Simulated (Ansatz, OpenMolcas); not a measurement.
**How basis sets differ on AlH3 (SMILES [AlH3])**

AlH3: 4 atoms, total charge 0, spin state singlet. SMILES: `[AlH3]`. The coordinates come from a PBE0-D4/def2-TZVP relaxation.

Quantity: the HOMO–LUMO gap, in eV. The values are calculated.

```
         level          kind     program  value (eV)  CPU time
     HF/STO-3G  Hartree–Fock  OpenMolcas       17.98       1 s
      HF/3-21G  Hartree–Fock  OpenMolcas       12.48     1.6 s
    HF/pcseg-0  Hartree–Fock  OpenMolcas       12.64     1.6 s
     UHF/3-21G  Hartree–Fock  OpenMolcas       12.48     1.7 s
   UHF/pcseg-0  Hartree–Fock  OpenMolcas       12.64     1.7 s
   HF/def2-SVP  Hartree–Fock      Ansatz       12.75    0.21 s
HF/def2-TZVPPD  Hartree–Fock  OpenMolcas       12.63     5.1 s
```

The values span 12.48 to 17.98 eV. A Hartree–Fock LUMO above zero doesn't converge with the basis: it sinks as sets grow more diffuse. Orbital gaps aren't excitation energies. CPU times are rough (shared hosts, several kinds of processor): they show what a rung costs within a factor of a few.

The minimal basis is the clear outlier: HF/STO-3G gives 17.98 eV, while every larger set falls between 12.48 and 12.75 eV. In planar AlH3 the HOMO is an Al–H bonding orbital, polarised towards hydrogen, and the LUMO is essentially the empty out-of-plane aluminium 3p orbital. A minimal set fixes the radial shape of that 3p function, so the empty orbital cannot expand and probably lies much too high. Splitting the valence shell removes most of this constraint.

Beyond that step the gap does not fall steadily with basis size. HF/3-21G lies below HF/def2-TZVPPD, which is possible because an orbital gap has no variational bound. The closeness of the small split-valence sets to the largest one may therefore owe something to compensating shifts in the two levels, which the gaps alone cannot separate. The unrestricted results match their restricted counterparts, as expected for a closed-shell singlet with strong Al–H bonds, though this agreement does not by itself rule out a lower broken-symmetry solution.
